## Inverse Dzyaloshinskii–Moriya effect in LiCu$_2$O$_2$: how far do the oxygens move, and does that select the cycloid?

**Question**

Papers on spiral multiferroics explain the polarization by saying that the ligands shift so as to create a Dzyaloshinskii–Moriya (DM) vector that lowers the energy of the spiral. I want to put numbers on this for the edge-sharing CuO$_2$ chains of LiCu$_2$O$_2$. My inputs are approximate, typical values, and the last four rows are only illustrative.

| Quantity | Value |
|---|---|
| Orthorhombic cell ($Pnma$) | $a=5.73$ Å, $b=2.86$ Å, $c=12.42$ Å |
| Content of the cell | 4 Cu$^{2+}$ (one on each of 4 chains along $b$), 8 O |
| Chain geometry, idealized | flat ribbons in the $ab$ plane, Cu–Cu distance $b$, two bridging O per bond |
| Cu–O distance | $d=1.96$ Å |
| Modulation along the chain | $\zeta=0.174$ r.l.u. |
| Nearest-neighbour exchange | $J_1=-11$ meV (ferromagnetic) |
| Oxygen mass | $M=16.0$ u |
| Ordered spin length | $S=0.40$, moment $2\mu_B S=0.80\,\mu_B$ |
| Relative shift of the Landé factor | $\Delta g_L/g_L=0.10$ |
| Stiffness per O of the polar shift along $c$ | $K=6.0$ eV/Å$^2$ |
| Born charge of O | $Z^*=-2.0\,e$ |

Take classical spins rotating in the $bc$ plane, in the same sense on all four chains.

1. What coupling $g$ in $\mathbf D_{ij}=g\,\mathbf u\times\mathbf e_{ij}$ follows from Moriya's estimate?
2. How far and in which direction do the oxygens move, and why does the shift not average out along an incommensurate spiral?
3. What is the polarization?
4. How much energy does a cycloid gain over a proper screw, and is that what fixes the spin plane?
5. Does the distortion change the pitch?

---

**Answer**

In this model each oxygen moves by about one femtometre along $c$, the polarization is about $12\ \mu$C/m$^2$, and the cycloid gains about half a nano-electronvolt per copper. The gain has the sign that prefers a cycloid to a screw, but it is at least three orders of magnitude too small to decide the spin plane.

### Conventions

Spins are dimensionless, each bond is counted once, and

$$H_{ij}=J\,\mathbf S_i\cdot\mathbf S_j+\mathbf D_{ij}\cdot\mathbf C_{ij},\qquad \mathbf C_{ij}=\mathbf S_i\times\mathbf S_j .$$

The unit vector $\mathbf e_{ij}$ points from site $i$ to site $j$, and $\mathbf u$ points from the bond midpoint to the ligand. The axes $\hat a,\hat b,\hat c$ are right-handed, and bonds are oriented so that $\mathbf e_{j,j+1}=\hat b$. The letter $g$ is the DM coupling in meV/Å, and $g_L$ is the Landé factor. Intermediate values are carried unrounded and printed to two or three figures as a rule.

### Why the formula holds

**Direction of $\mathbf D$.** A Cu–O–Cu triad with equal arms has two mirror planes. The plane that bisects the bond forces $\mathbf D$ to be perpendicular to the bond, and the plane that contains the three atoms forces $\mathbf D$ to be perpendicular to that plane (Moriya, 1960). Hence

$$\mathbf D_{ij}(\mathbf u)=f(|\mathbf u|)\,\hat{\mathbf u}\times\mathbf e_{ij},$$

with a function $f$ that symmetry leaves open. Both $\mathbf D_{ij}$ and $\mathbf C_{ij}$ change sign under $i\leftrightarrow j$, so the energy does not depend on how the bond is oriented.

**Minimization.** Let a ligand shift by $\delta\mathbf u$ from its paramagnetic position, let $\mathbf D$ change by $g\,\delta\mathbf u\times\mathbf e_{ij}$, and let the lattice resist with stiffness $K$. The cyclic property of the triple product gives

$$E(\delta\mathbf u)=g\,(\delta\mathbf u\times\mathbf e_{ij})\cdot\mathbf C_{ij}+\tfrac12K\,\delta u^2=g\,\delta\mathbf u\cdot(\mathbf e_{ij}\times\mathbf C_{ij})+\tfrac12K\,\delta u^2 .$$

The spins therefore exert a force $\mathbf F=-g\,\mathbf e_{ij}\times\mathbf C_{ij}$ on the ligand. Setting the gradient of $E$ to zero yields

$$\boxed{\;\delta\mathbf u=-\frac gK\,\mathbf e_{ij}\times(\mathbf S_i\times\mathbf S_j),\qquad E_{\min}=-\frac{g^2}{2K}\,\bigl|\mathbf e_{ij}\times\mathbf C_{ij}\bigr|^2\;}$$

per ligand. This is the inverse DM mechanism discussed by Sergienko and Dagotto (2006). A term linear in $\delta u$ always wins over a quadratic one at small $\delta u$, so there is no threshold, and the shift appears as soon as $\mathbf e_{ij}\times\mathbf C_{ij}\neq0$.

**What changes for edge sharing.** Here each bond has two ligands, at $\mathbf u=\pm u_0\hat a$, and $u_0$ is not small. Three things follow, if the two triads are taken as additive.

* The static vectors $\pm f(u_0)\,\hat a\times\hat b$ cancel, as they must, because the midpoint of the idealized bond is an inversion centre. The elastic energy is counted from $\pm u_0\hat a$, not from the bond axis.
* A common shift $\delta$ of both oxygens along $\hat c$ leaves $|\mathbf u|$ unchanged to first order and tilts $\hat{\mathbf u}$ by $\delta/u_0$. The bond acquires $\mathbf D=2\,[f(u_0)/u_0]\,\delta\;\hat c\times\hat b$, so that $g=f(u_0)/u_0$ for each ligand.
* A common shift along $\hat a$ lengthens one offset and shortens the other, which gives $\mathbf D=[f(u_0+\delta)-f(u_0-\delta)]\,\hat a\times\hat b\simeq2f'(u_0)\,\delta\,\hat c$. The coupling is then $f'(u_0)$, a different number unless $f$ is linear.

For the $bc$ cycloid the out-of-plane case applies. Both oxygens feel the same force, so the boxed $\delta\mathbf u$ holds for each, and the energy gain per bond, which is also the gain per Cu, is twice the gain per ligand.

### 1. Geometry and coupling

The rotation angle between neighbours is $\theta=360^\circ\times0.174=62.64^\circ$, with $\sin\theta=0.888$ and $\cos\theta=0.460$. The oxygen offset is

$$u_0=\sqrt{d^2-(b/2)^2}=\sqrt{1.96^2-1.43^2}\ \text{Å}=1.340\ \text{Å},$$

and the Cu–O–Cu angle is $2\arcsin(b/2d)=93.7^\circ$.

Moriya's order-of-magnitude rule is $|D|\sim(\Delta g_L/g_L)\,|J|$. Assigning half of $J_1$ to each oxygen path,

$$f(u_0)\approx0.10\times\frac{11\ \text{meV}}{2}=0.55\ \text{meV},\qquad g=\frac{0.55\ \text{meV}}{1.340\ \text{Å}}=0.410\ \text{meV/Å}.$$

The rule gives neither the sign of $g$ nor its prefactor. It is particularly loose near $90^\circ$, where $J_1$ is the remainder of ferromagnetic and antiferromagnetic parts that compete. I take $g>0$. The directions of $\delta\mathbf u$ and $\mathbf P$ below reverse if $g<0$, while the energy gain does not.

### 2. Displacement

Write the spiral, allowing for an elliptical envelope, as

$$\mathbf S_j=S_b\cos(j\theta+\varphi)\,\hat b+S_c\sin(j\theta+\varphi)\,\hat c .$$

With $\hat b\times\hat c=\hat a$ and $\phi_j=j\theta+\varphi$,

$$\mathbf C_{j,j+1}=S_bS_c\,[\cos\phi_j\sin(\phi_j+\theta)-\sin\phi_j\cos(\phi_j+\theta)]\,\hat a=S_bS_c\sin\theta\;\hat a .$$

The result contains neither $j$ nor $\varphi$. That is the reason the shift does not average out. The spins are modulated, but the cross product of neighbours sees only the phase difference, which is the same on every bond, commensurate or not. Chains with different phases $\varphi$ add as long as they turn in the same sense. A collinear sinusoid ($S_b=0$ or $S_c=0$) gives nothing.

For the circular case $S_b=S_c=S$,

$$|\mathbf C|=S^2\sin\theta=0.16\times0.888=0.142,\qquad \mathbf e\times\mathbf C=S^2\sin\theta\;\hat b\times\hat a=-S^2\sin\theta\;\hat c .$$

The force on each oxygen is

$$\mathbf F=+gS^2\sin\theta\;\hat c=0.410\ \tfrac{\text{meV}}{\text{Å}}\times0.142\;\hat c=0.058\ \tfrac{\text{meV}}{\text{Å}}\;\hat c,$$

or $9.3\times10^{-14}$ N, and the shift is

$$\delta\mathbf u=\frac{0.058\ \text{meV/Å}}{6000\ \text{meV/Å}^2}\;\hat c=9.7\times10^{-6}\ \text{Å}\;\hat c=0.97\ \text{fm}\;\hat c .$$

For scale, treat the oxygen as an oscillator against fixed cations. Then $\hbar\omega_0=\hbar\sqrt{K/M}=40$ meV, and the zero-point amplitude is $\sqrt{\hbar\omega_0/2K}=0.057$ Å. The magnetic shift is $1.7\times10^{-4}$ of that amplitude. It is a displacement of the centre of a much wider distribution, so the harmonic and linear approximations are safe, with $K$ and $g$ understood as averages over the vibration.

Since $\mathbf D$ depends on the oxygen position relative to the coppers, each Cu$^{2+}$ feels the opposite force $-2\mathbf F$, and the total force on the crystal vanishes. The one-coordinate model assumes that all cations respond as a rigid frame, with $K$ the stiffness of the uniform relative motion at zero macroscopic field (short-circuited sample).

### 3. Polarization

The cell volume is $V=abc=203.5$ Å$^3$, and all eight oxygens move together, so $n=8/V=0.0393$ Å$^{-3}$. With $\delta\mathbf u$ measured relative to the rigid cation frame, the acoustic sum rule on the Born charges makes the choice of origin irrelevant, and

$$\mathbf P=nZ^*\delta\mathbf u=-\frac{nZ^*g}{K}\,\mathbf e_{ij}\times(\mathbf S_i\times\mathbf S_j),\qquad |\mathbf P|=\frac{n|Z^*g|}{K}\,S^2|\sin\theta| .$$

Numerically,

$$P_c=0.0393\ \text{Å}^{-3}\times(-2.0\,e)\times9.7\times10^{-6}\ \text{Å}=-7.6\times10^{-7}\ e/\text{Å}^2 ,$$

and with $1\ e/\text{Å}^2=16.02$ C/m$^2$,

$$P_c=-12\ \mu\text{C/m}^2 .$$

The polarization lies in the spin plane and perpendicular to the chain. It is even under time reversal, since $\mathbf C$ is bilinear in the spins, and it reverses with the sense of rotation, $\theta\to-\theta$. The conversion that does not depend on $g$, $K$ or $S$ is worth keeping: $1\ \mu$C/m$^2$ corresponds to an oxygen shift of $7.9\times10^{-7}$ Å.

A dielectric reading serves as a test of $K$. The polar mode contributes a susceptibility

$$\chi=\frac{nZ^{*2}}{\varepsilon_0K}=4.7,$$

where $K=96.1$ N/m. The spin force acts like an electric field $E_{\rm eff}=F/Z^*$ of size $2.9\times10^5$ V/m, that is $2.9$ kV/cm, along $-\hat c$, and $\varepsilon_0\chi E_{\rm eff}$ returns $P_c$. In an open-circuit plate cut normal to $c$ the depolarizing field stiffens the mode by the factor $1+\chi/\varepsilon_\infty$, with $\varepsilon_\infty$ the electronic dielectric constant, and reduces $\delta u$ accordingly.

### 4. Cycloid against screw

Let the spins rotate about an axis $\hat n$ at an angle $\beta$ to the chain. Then $\mathbf C=S^2\sin\theta\,\hat n$ and $|\mathbf e\times\mathbf C|=S^2\sin\theta\sin\beta$. For $\hat n$ in the $ab$ plane the force stays along $c$, and per ligand

$$E_{\min}(\beta)=-\frac{g^2S^4\sin^2\theta}{2K}\,\sin^2\beta .$$

The proper screw has $\beta=0$. Its $\mathbf C$ is parallel to the bond, so there is no force, no shift and no gain. The cycloid has $\beta=90^\circ$ and gains the most. The gain is even in $\theta$, so the two chiralities are degenerate and form the two ferroelectric domains.

The energy budget per Cu (one bond, two oxygens) is as follows.

* Induced DM vector: $\mathbf D=2g\,\delta u\;\hat c\times\hat b=-2g\,\delta u\;\hat a$, of size $2\times0.410\times9.7\times10^{-6}$ meV $=8.0$ neV. It is antiparallel to $\mathbf C$, as it has to be for a gain.
* DM energy: $\mathbf D\cdot\mathbf C=-1.13$ neV.
* Elastic cost: $2\times\tfrac12K\,\delta u^2=+0.57$ neV, exactly half the DM term in size.
* Net: $-g^2S^4\sin^2\theta/K=-0.57$ neV per Cu, or $-0.28$ neV per oxygen.

This is $6.6\ \mu$K per Cu in temperature units and $1.8$ J/m$^3$ as a density, which equals $\tfrac12|P_cE_{\rm eff}|$.

Now compare with terms that were left out and that also depend on the spin plane.

**Magnetic dipole coupling within one chain.** Two moments $m$ at distance $pb$ along $\hat b$ interact with energy $(\epsilon_d/p^3)\,[\hat s_0\cdot\hat s_p-3(\hat s_0\cdot\hat b)(\hat s_p\cdot\hat b)]$, where

$$\epsilon_d=\frac{\mu_0m^2}{4\pi b^3}=\frac{53.7\ \mu\text{eV Å}^3\times0.80^2}{23.4\ \text{Å}^3}=1.47\ \mu\text{eV},$$

and $53.7\ \mu$eV Å$^3$ is $\mu_0\mu_B^2/4\pi$. For the screw the bracket is $\cos p\theta$. For the cycloid the average of $\cos\phi\cos(\phi+p\theta)$ over $\phi$ is $\tfrac12\cos p\theta$, so the bracket averages to $-\tfrac12\cos p\theta$. The difference per Cu is

$$E_{\rm cyc}-E_{\rm screw}=-\tfrac32\,\epsilon_d\sum_{p=1}^\infty\frac{\cos p\theta}{p^3}=-\tfrac32\times1.47\ \mu\text{eV}\times0.354=-0.78\ \mu\text{eV}.$$

This is $1.4\times10^3$ times the inverse DM gain. Neighbouring chains can add terms of similar order, so the figure sets a scale and is not the full dipolar anisotropy.

**Symmetric anisotropic exchange.** A spin $1/2$ has no single-ion anisotropy, but second order in spin–orbit coupling gives an exchange anisotropy of order $(\Delta g_L/g_L)^2|J_1|=0.11$ meV. Multiplied by $S^2$ this is $18\ \mu$eV per bond, or $3\times10^4$ times the inverse DM gain. Its sign and axes decide the spin plane, and the estimate supplies neither.

The statement that the mechanism favours cycloids over screws is therefore correct in sign and of no practical weight here. The causal order is that exchange frustration sets the pitch, anisotropic exchange (with dipolar and interchain terms) sets the plane, and the oxygens follow.

### 5. Effect on the pitch

For a classical chain with first- and second-neighbour exchange, the energy per Cu including the relaxed oxygens is

$$E(\theta)=S^2\,(J_1\cos\theta+J_2\cos2\theta)-\frac{g^2S^4}{K}\sin^2\theta .$$

Because $\sin^2\theta=\tfrac12(1-\cos2\theta)$, the last term is a constant plus a shift of the second-neighbour exchange,

$$J_2\to J_2+\delta J_2,\qquad\delta J_2=\frac{g^2S^2}{2K}=2.2\ \text{neV}.$$

The spiral minimum lies at $\cos\theta=-J_1/4J_2$. Choosing $J_2$ so that this classical relation reproduces the given pitch requires $J_2=11/(4\times0.460)$ meV $=5.98$ meV, a fitted number and no prediction. Differentiating the minimum condition gives

$$\delta\theta=\cot\theta\;\frac{\delta J_2}{J_2}=1.9\times10^{-7}\ \text{rad}=1.1\times10^{-5}\ \text{degrees}.$$

The pitch moves toward $90^\circ$, where $\sin^2\theta$ is largest, by a negligible amount. This justifies treating the spins as fixed while minimizing over $\delta\mathbf u$.

### What else enters the polarization

**Exchange striction.** The product $\mathbf S_i\cdot\mathbf S_j=S^2\cos\theta$ is also uniform on a circular spiral, and it needs no spin–orbit coupling. It pushes the two oxygens of a bond in opposite directions along $\pm\hat a$, however, which preserves inversion and gives no polarization.

**Real site symmetry.** In $Pnma$ the two oxygens of a bond are inequivalent, so the static DM vectors need not cancel on a single chain. The scale of one of them is $f(u_0)\,|\mathbf C|=78\ \mu$eV, and some fraction of that can survive. Inversion maps each chain onto a partner with the opposite static $\mathbf D$, so the term cancels over the cell when all chains turn the same way. It would prefer opposite senses on partner chains, and the common sense assumed here has to be enforced by interchain exchange.

**Second neighbours.** A uniform oxygen shift also induces a DM vector on the Cu–O–O–Cu path. With a coupling $g_2$ normalized like $g$, the force becomes $S^2(g\sin\theta+g_2\sin2\theta)$. At this pitch $\sin2\theta=0.816$, which is $0.92$ of $\sin\theta$, and $J_2$ is about half of $|J_1|$. A term of some tens of per cent of the first, or more, and of either sign is thus to be expected.

**Electronic polarization.** The spin-current mechanism of Katsura, Nagaosa and Balatsky (2005) gives a polarization of the same form $\mathbf e_{ij}\times(\mathbf S_i\times\mathbf S_j)$ at clamped ions. The data above do not fix it. The electronic susceptibility of such oxides is typically a few units, of the same order as the lattice value $4.7$, so no small parameter suppresses this part, and it may add or subtract.

**Quantum spins.** For spin $1/2$ the quantity that enters is $\langle\mathbf S_i\times\mathbf S_j\rangle$, which need not equal the cross product of the ordered moments. Replacing $S=0.40$ by $1/2$ multiplies $\delta u$ and $P$ by $1.56$, to $-19\ \mu$C/m$^2$.

**Other spin plane.** For a cycloid in the $ab$ plane $\mathbf C\parallel\hat c$ and $\mathbf P\parallel\hat a$. The coupling is then $f'(u_0)$ and the stiffness is the in-plane one, so the magnitude is not obtained by rotating the result above.

### The model's numbers

| Quantity ($bc$ cycloid, $g>0$, $\mathbf C\parallel+\hat a$) | Model value |
|---|---|
| Coupling $g$ | $0.410$ meV/Å |
| Oxygen shift | $+9.7\times10^{-6}$ Å along $c$ |
| Polarization $P_c$ | $-12\ \mu$C/m$^2$ |
| Cycloid minus screw, inverse DM | $-0.57$ neV per Cu |
| Cycloid minus screw, intrachain dipolar | $-0.78\ \mu$eV per Cu |
| Change of pitch | $+1.9\times10^{-7}$ rad |

These figures belong to the model and rest on the illustrative $S$, $\Delta g_L/g_L$, $K$ and $Z^*$. The zero-field polarization typically associated with LiCu$_2$O$_2$ is along $c$ and of a few $\mu$C/m$^2$, around $4$, so the model's magnitude is too large by roughly a factor of $3$. That miss lies within the looseness of Moriya's rule for $g$ and the possible cancellation against second-neighbour and electronic terms. The conclusions that survive such changes are the direction rule $\mathbf P\propto\mathbf e_{ij}\times(\mathbf S_i\times\mathbf S_j)$, a shift of order a femtometre or less, and an energy gain far below the anisotropies that fix the spin plane.